The energy above the lowest state is the total energy of one electronic state of B₂H minus that of the most stable state found, with all nuclei held in place. Both come from full configuration interaction, which spreads the valence electrons over the available orbitals in every possible way and is therefore exact for those electrons within its small basis. The molecule is a straight chain, boron–boron–hydrogen, and the same chain, taken from a density-functional calculation, serves for every state. The values are thus vertical energies: they say what it costs to rearrange the electrons before the atoms have moved.

Full CI/6-31G calculations with Ansatz 0.2.0 on the four lowest doublet and two lowest quartet states of neutral, isolated B₂H, with the boron 1s cores frozen. All states share the linear PBE0/def2-TZVP geometry, and irreps refer to the C2v subgroup.

| row | state multiplicity | state irrep | energy above the lowest state (eV) |
| --- | --- | --- | --- |
| 1 | 2 | A1 | 1.244 |
| 2 | 2 | A2 | 1.244 |
| 3 | 2 | A2 | 1.482 |
| 4 | 2 | A1 | 1.530 |
| 5 | 4 | A2 | 0.000 |
| 6 | 4 | A2 | 4.571 |

The table lists four doublets and two quartets. The state multiplicity is the number of unpaired electrons plus one when all their spins are parallel, so a quartet has three such electrons. The lowest state is a quartet, in row 5, and the first doublets lie 1.24 eV above it. All four doublet rows then crowd into less than 0.3 eV, while the second quartet stands 3 eV above the highest of them. This grouping, tight among the doublets and wide open above them, is what needs an explanation.

It starts with a count of electrons. Two boron atoms and one hydrogen atom bring seven valence electrons. Four of them fill two σ orbitals, which are symmetric about the molecular axis. The other three occupy one further σ orbital and a pair of π orbitals, $\pi_x$ and $\pi_y$, which are equal in energy because a straight molecule looks the same from every side. The orbital occupations of the same calculation, averaged over the six states, agree with this picture: 0.99 electrons in the third σ orbital and 0.88 in each of the two π orbitals.

Three electrons in these three orbitals, one in σ and two in π, can still be arranged in several ways. The two π electrons may have parallel or opposed spins, and the σ electron may side with them or against them. Symmetry allows exactly four energy levels, written $^4\Sigma^-$, $^2\Delta$, $^2\Sigma^-$ and $^2\Sigma^+$. The raised number is the multiplicity, the Greek letter gives the orbital angular momentum about the axis (none for Σ, two units for Δ), and the sign tells how a Σ state behaves on reflection in a plane through the axis.

These levels can be found in the table through the state irrep, the symmetry label of each state. The labels belong to a smaller symmetry group than that of a straight molecule, and in this group a Δ level splits into one A1 and one A2 component. Rows 1 and 2 carry just these two labels and the same energy, so they are one level, $^2\Delta$, listed twice. Row 3 is then $^2\Sigma^-$, row 4 is $^2\Sigma^+$ and row 5 is $^4\Sigma^-$. The first five rows are therefore the complete set of levels of a single orbital occupation, and in a first picture no electron has to climb to a higher orbital to get from one to another.

What separates them is the repulsion between the electrons. Two electrons with parallel spins in different orbitals keep out of each other's way, because the Pauli principle makes their wavefunction vanish where they meet. Their repulsion is lowered by an amount called the exchange energy. In the quartet all three pairs of electrons enjoy this reduction, which is why it is the lowest of the four levels. This is Hund's rule, at work here in a molecule. It can decide the ground state only if the σ and π orbitals are close in energy. Otherwise two of the three electrons would do better to pair up in the lower orbital.

The imidogen molecule, NH, shows the π part of the story in a simpler setting. It also has two electrons in a pair of π orbitals, and its levels follow the order $^3\Sigma^-$, $^1\Delta$, $^1\Sigma^+$. B₂H can be thought of as this ladder with one unpaired σ electron added, whose spin couples to the other two. The likeness ends at two points: NH has no unpaired σ electron, and its π electrons sit almost wholly on one atom, whereas in B₂H they are shared between two boron atoms.

A simple model needs only two exchange energies, $K$ between the two π orbitals and $S$ between the σ orbital and either π orbital. In the quartet, the three parallel pairs lower the energy by $K+2S$. In $^2\Delta$ the spins of the π electrons are opposed, which raises the energy by $K$ instead of lowering it. The σ electron is then parallel to one partner on average, and gains $S$. The level $^2\Sigma^+$ has the same spin pattern, but its π electrons come close to each other more often, and this costs a further $2K$.

The remaining level, $^2\Sigma^-$, keeps the π spins parallel and turns the σ spin against them. Simply reversing that one spin does not give a pure doublet, but a mixture of one third quartet and two thirds doublet. The mixture has lost the whole σ–π exchange, so its energy is $-K$. Since the quartet third lies at $-K-2S$, the doublet part must lie at $-K+S$. Measured from the quartet, the three doublet levels then come out as

$$E(^2\Delta)=2K+S,\qquad E(^2\Sigma^-)=3S,\qquad E(^2\Sigma^+)=4K+S.$$

These expressions make sense of an order that looks odd at first. Row 3 preserves the parallel π spins, and yet it lies 0.24 eV above row 1, which gives them up. Hund's rule names the lowest state but does not rank those above it. In $^2\Sigma^-$ the σ electron is set against two partners at once, and the price of that, $3S$, has to be compared with $2K+S$. The two prices are equal when $S=K$, so the levels lie close together if the two kinds of exchange are similar, and $^2\Sigma^-$ is the upper one if the σ–π exchange is the stronger.

The model can be put to a test, because it has two constants and three gaps. The energy of row 3 gives $S=1.482/3=0.494$ eV. With this value, row 1 gives $K=(1.244-0.494)/2=0.375$ eV. Both follow directly from the energies above row 5, without any averaging, and row 4 has played no part so far.

For row 4 the model then predicts

$$E(^2\Sigma^+)=4\times0.375+0.494=1.994\ \text{eV}.$$

The calculation gives 1.530 eV, so the prediction is too high by 0.46 eV, or 30 percent of the computed value. The model rightly puts row 4 above the other doublets, but it would leave half an electronvolt between rows 3 and 4, where the calculation leaves only 0.05 eV. Exchange thus explains why the quartet is lowest, while the size of the step up to the doublets is fitted here and not predicted. It does not explain why the top two doublet levels almost coincide.

The failure also limits what the two constants mean. It is larger than the gap between rows 1 and 3, from which the model concludes that $S$ exceeds $K$. The energies alone do not say which level breaks the pattern either: the computed levels would fit the model if $^2\Delta$ lay 0.23 eV lower, and equally if $^2\Sigma^+$ lay 0.46 eV higher. $K$ and $S$ are therefore best read as effective costs of turning spins, which have absorbed part of whatever the model leaves out.

It leaves out the adjustment of the orbitals to each state and, probably more important here, electron correlation, the way in which electrons avoid each other beyond the effect of parallel spins. The model keeps both π electrons in orbitals that spread over the two boron atoms, so they are found on the same atom about half of the time. Real electrons reduce these costly meetings by mixing in the second, antibonding pair of π orbitals, which lets one electron stay on the left while the other is on the right. The meetings cost most in $^2\Sigma^+$, where the two electrons would otherwise come close most often. Theory therefore expects this level to gain most from avoiding them, and the top of the ladder to be pulled down towards the rest.

A second effect acts in the same direction. If a pair of electrons leaves one of the filled σ orbitals and completes the π shell, the result has the symmetry $^2\Sigma^+$ and no other, so it can mix with row 4 but not with rows 1, 3 or 5. The averaged occupations leave room for such an admixture but keep it modest: in no state can the more depleted of the two filled σ orbitals be empty with a weight above 13 percent. How the lowering of row 4 is divided between the two effects remains open, since the occupations are averages over all six states.

The near-tie of rows 3 and 4 should also not be pressed too far. The calculation is exact for its basis, but that basis contains no polarisation functions, the more flexible shapes that electrons need in order to avoid each other well. Since correlation appears to bring the two levels together, a better description of it could shift them by more than the 0.05 eV that now separates them. Which of them is the higher in the real molecule is therefore not settled here. The lead of the quartet, more than twenty times as large, is much safer.

Row 6 belongs to a different story, and a simple count shows why. Three electrons with parallel spins can occupy three orbitals in only one way, one electron in each, and row 5 has already used it. A second quartet has to bring in another orbital, so its 4.57 eV contain the price of a promotion and not merely that of a changed spin pattern. Summed over the six states, the antibonding π pair holds about 1.5 electrons. That fits one whole electron in row 6 and small admixtures in the other five, which makes a jump from the bonding to the antibonding π orbitals the likely origin of this state.

The same reasoning carries over to other straight molecules with one σ and two π electrons outside filled shells. The quartet comes first as long as exchange dominates, and the doublets follow at a distance set by the cost of turning a spin. The level to watch is $^2\Sigma^-$, because in the model its height depends on the σ–π exchange alone. If the σ orbital points away from the region where the π electrons move, $S$ is small, and this doublet sinks towards the quartet, since a distant spin costs little to turn.

Small boron hydride fragments of this kind can form in the diborane plasmas used to dope silicon with boron. For the straight, isolated B₂H molecule, the result means three unpaired electrons in the lowest state found. How readily it reacts at a surface depends also on barriers and on changes of shape, which vertical energies do not describe.
